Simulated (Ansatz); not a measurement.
# HfSc: Boltzmann equation against the high-temperature formula (computed with Ansatz 0.2.0)

Space group P-6m2 (No. 187), 2 atoms in the cell of the first input below: a = 3.196 Å, b = 3.196 Å, c = 5.027 Å, α = 90.00°, β = 90.00°, γ = 120.00°.

The structure comes from the Materials Project database of computed cells (whether it is a measured phase wasn't checked), relaxed without spin–orbit coupling to zero pressure (pressure 0.0 GPa with this functional, without spin–orbit coupling). Functional: PBEsol.

Input:

```yaml
crystal:
  lattice:
    - [3.1964452769, 0.0, 0.0]
    - [-1.5982226385, 2.7682028116, 0.0]
    - [0.0, 0.0, 5.0266663913]
  atoms:
    - { symbol: Hf, position: [0.6666666667, 0.3333333333, 0.5] }
    - { symbol: Sc, position: [0.3333333333, 0.6666666667, 0.0] }
basis:
  ecutwfc: 420
  ecutrho_ratio: 4
kpoints:
  mp_grid: { grid: [12, 12, 8] }
hamiltonian:
  xc: pbesol
scf:
  occupations: { method: methfessel_paxton, width: 0.2 }
output: {}
phonons:
  supercell: [2, 2, 2]
  qpath:
    path:
      - [[0.0, 0.0, 0.0], [0.5, 0.0, 0.0], [0.33333333, 0.33333333, 0.0], [0.0, 0.0, 0.0], [0.0, 0.0, 0.5], [0.5, 0.0, 0.5], [0.33333333, 0.33333333, 0.5], [0.0, 0.0, 0.5]]
      - [[0.5, 0.0, 0.5], [0.5, 0.0, 0.0]]
      - [[0.33333333, 0.33333333, 0.5], [0.33333333, 0.33333333, 0.0]]
    npoints: 6
  electrical_resistivity: { mesh: [24, 24, 16], temperatures: [50, 100, 200, 300, 500] }
  superconductivity: { mesh: [24, 24, 16], eliashberg_equations: false }
```

```bash
ansatz run input.yaml --threads 8 --pin off --max-ram 15360MiB --backend cpu --events-out ev --progress --plain --runs-dir out
```

Time: 4.6 min on 8 threads of Arm Neoverse V1, with other jobs on the host, peak memory 5.5 GiB.

λ_tr,xx from the finest mesh down: 0.877, 0.889, 0.827. The next coarser mesh moves the resistivity at 300 K by 4 % along the axis that moves most.

The run gives λ_tr,xx = 0.877 and a Drude plasma energy ħω_p,xx = 3.63 eV.

Task: Estimate the resistivity along x at 300 K from the high-temperature formula.

Result: ħ/τ = 2π λ_tr k_B T = 0.1425 eV and ρ = 1/(ε0 ω_p² τ) = 80.40 μΩ cm. The Boltzmann solution gives 72.63 μΩ cm, so the estimate is 11 % high.

```tsv
T (K)	ρ_xx (μΩ cm)	ρ_zz (μΩ cm)	formula, xx	R_H, field along x (10⁻¹¹ m³/C)	R_H, field along z (10⁻¹¹ m³/C)
50	5.50	3.44	13.40	29	6.34
100	19.45	13.22	26.80	31.1	8.6
200	47.12	33.62	53.60	30.8	9.88
300	72.63	52.49	80.40	28.9	9.22
500	118.39	88.19	134.01	24	6.89
```

R_H depends on the direction of the field. At 300 K the next coarser mesh moves R_H by up to 5 %.

At 50 K the solution is 0.41 times the linear formula, and at 500 K 0.88 times. The formula is meant for temperatures above the phonon energies and for bands that vary little within k_B T.

Caveats: no spin-orbit coupling, which matters for these elements; not converged in the fine mesh; small supercell, couplings not converged in it.

The linear formula overestimates the in-plane resistivity at every temperature, most strongly at 50 K, where phonons with energies above the thermal energy are frozen out and the remaining long-wavelength ones scatter mainly through small angles. Incomplete phonon excitation doesn't explain the whole difference, however. Between 300 and 500 K the Boltzmann resistivity rises more slowly than the formula, whereas phonon freeze-out alone would make it rise faster and close the gap from below. This suggests that band velocities and the density of states vary within the thermal window, as is common where d bands cross the Fermi level.

Conduction is easier along z throughout, but the anisotropy weakens on heating, so it isn't set by a fixed ratio of Fermi velocities alone. The positive Hall coefficients indicate that hole-like curvature dominates the weighted average over the Fermi surface. Their strong dependence on field direction and their change with temperature rule out reading them as a single carrier density.
